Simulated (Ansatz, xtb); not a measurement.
Two isomers of C6H7BO

Structure a is `Bc1occc1C=C`, a singlet and structure b is `Bc1ccoc1C=C`, a singlet. Both are isolated molecules in the gas phase, relaxed with B3LYP-D3(BJ)/def2-SVP, each in the lowest conformer that the search found.

a (Å):

```yaml
atoms:
  - { symbol: C, position_ang: [-1.9233, -0.6645, 0.6117] }
  - { symbol: C, position_ang: [-1.2641, -0.3331, -1.4691] }
  - { symbol: C, position_ang: [-0.1567, -0.0872, -0.6989] }
  - { symbol: C, position_ang: [-0.5691, -0.2981, 0.6525] }
  - { symbol: C, position_ang: [0.2310, -0.1679, 1.8635] }
  - { symbol: C, position_ang: [1.5249, 0.1854, 1.9019] }
  - { symbol: B, position_ang: [-2.9291, -1.0165, 1.6831] }
  - { symbol: O, position_ang: [-2.3147, -0.6742, -0.7198] }
  - { symbol: H, position_ang: [-4.0600, -1.3026, 1.3851] }
  - { symbol: H, position_ang: [-2.5892, -1.0085, 2.8392] }
  - { symbol: H, position_ang: [-1.4251, -0.2987, -2.5453] }
  - { symbol: H, position_ang: [0.8262, 0.2068, -1.0583] }
  - { symbol: H, position_ang: [-0.2938, -0.3817, 2.7988] }
  - { symbol: H, position_ang: [2.0936, 0.4093, 0.9950] }
  - { symbol: H, position_ang: [2.0601, 0.2625, 2.8509] }
```

b (Å):

```xyz
15

C     0.3445    1.6224    0.2684
C     1.3466    1.0842   -0.6292
C     0.7336    0.8522   -1.8190
C    -0.8258    1.6655   -0.4972
C    -2.1654    2.1027   -0.1725
C    -3.2048    2.0861   -1.0237
B     0.5038    2.0516    1.7202
O    -0.5869    1.2038   -1.7440
H    -0.4339    2.4858    2.3446
H     1.5766    1.9619    2.2667
H     2.3921    0.9020   -0.3904
H     1.0629    0.4611   -2.7777
H    -2.2891    2.4635    0.8510
H    -3.0921    1.7275   -2.0497
H    -4.1924    2.4316   -0.7113
```

Quicker runs give these differences E(b) − E(a): GFN2-xTB +5.45 kJ/mol; HF/STO-3G −0.72 kJ/mol (at GFN2-xTB geometries); r2SCAN-D4/def2-SVP +0.71 kJ/mol (at GFN2-xTB geometries).

**Question.** Estimate which is lower in electronic energy at CCSD(T)/def2-SVP + ΔMP2/def2-TZVPP, and by roughly how much.

**Answer.** CCSD(T)/def2-SVP + ΔMP2/def2-TZVPP gives E(b) − E(a) = −1.01 kJ/mol, slightly favouring structure b, which is too small a margin to settle the true order.

Level by level:

```
                             level               geometry  E(b) − E(a) (kJ/mol)  departure from the last row (kJ/mol)  job, with rough time for the two
                          GFN2-xTB               GFN2-xTB                   +5.45                                 +6.46              optimisation, 0.48 s
                         HF/STO-3G               GFN2-xTB                   −0.72                                 +0.29               single point, 1.9 s
                r2SCAN-D4/def2-SVP               GFN2-xTB                   +0.71                                 +1.72                single point, 13 s
             B3LYP-D3(BJ)/def2-SVP  B3LYP-D3(BJ)/def2-SVP                   +0.71                                 +1.73             optimisation, 2.4 min
                       HF/def2-SVP  B3LYP-D3(BJ)/def2-SVP                   −7.88                                 −6.86           part of the CCSD(T) run
                      MP2/def2-SVP  B3LYP-D3(BJ)/def2-SVP                   −0.94                                 +0.07           part of the CCSD(T) run
                  CCSD(T)/def2-SVP  B3LYP-D3(BJ)/def2-SVP                   −1.95                                 −0.93                      single point
CCSD(T)/def2-SVP + ΔMP2/def2-TZVPP  B3LYP-D3(BJ)/def2-SVP                   −1.01                                                     single point, 5 min
```

As drawn, both hold the same kinds of bond in the same numbers.

The largest departure from CCSD(T)/def2-SVP + ΔMP2/def2-TZVPP is that of HF/def2-SVP, 6.86 kJ/mol. The last row adds to CCSD(T) the change of the MP2 difference between the two basis sets, here +0.93 kJ/mol.

With thermal terms from frequencies at re-optimised GFN2-xTB minima (ideal gas, soft modes damped towards free rotors, one conformer each, 298.15 K, 1 atm): on the last row, ΔE + ΔZPE = −1.59, ΔH = −1.43, ΔG = −1.50 kJ/mol.

The correlated steps freeze 8 core orbitals. Programs: Ansatz 0.2.0, xtb 6.7.1; the last row on 2 threads of Intel(R) Xeon(R) Processor @ 2.50GHz (Skylake/Cascade Lake) on a shared host.

The two boryl(vinyl)furans are nearly degenerate, which fits a simple exchange of substituents between the α and β positions. An α substituent is linearly conjugated with the whole ring diene, a β substituent only cross-conjugated with its far double bond. Isomer a gives the α site to the π-accepting BH2 group, b to the vinyl group. In b, boron instead sits at the β carbon, which the oxygen lone pair enriches through the adjacent double bond. Both isomers keep a vinyl-to-boron path across the same ring C=C bond, so these preferences probably largely cancel.

Hartree–Fock in def2-SVP favours b by 7.88 kJ/mol, and correlation removes most of this, suggesting that a gains more from correlation within its π system. The closeness of HF/STO-3G to the final value is therefore best read as error cancellation, as is that of MP2/def2-SVP, where the missing triples and higher-order correlation offset the basis-set change. Thermal terms barely alter the balance, as expected for two such similar frameworks.
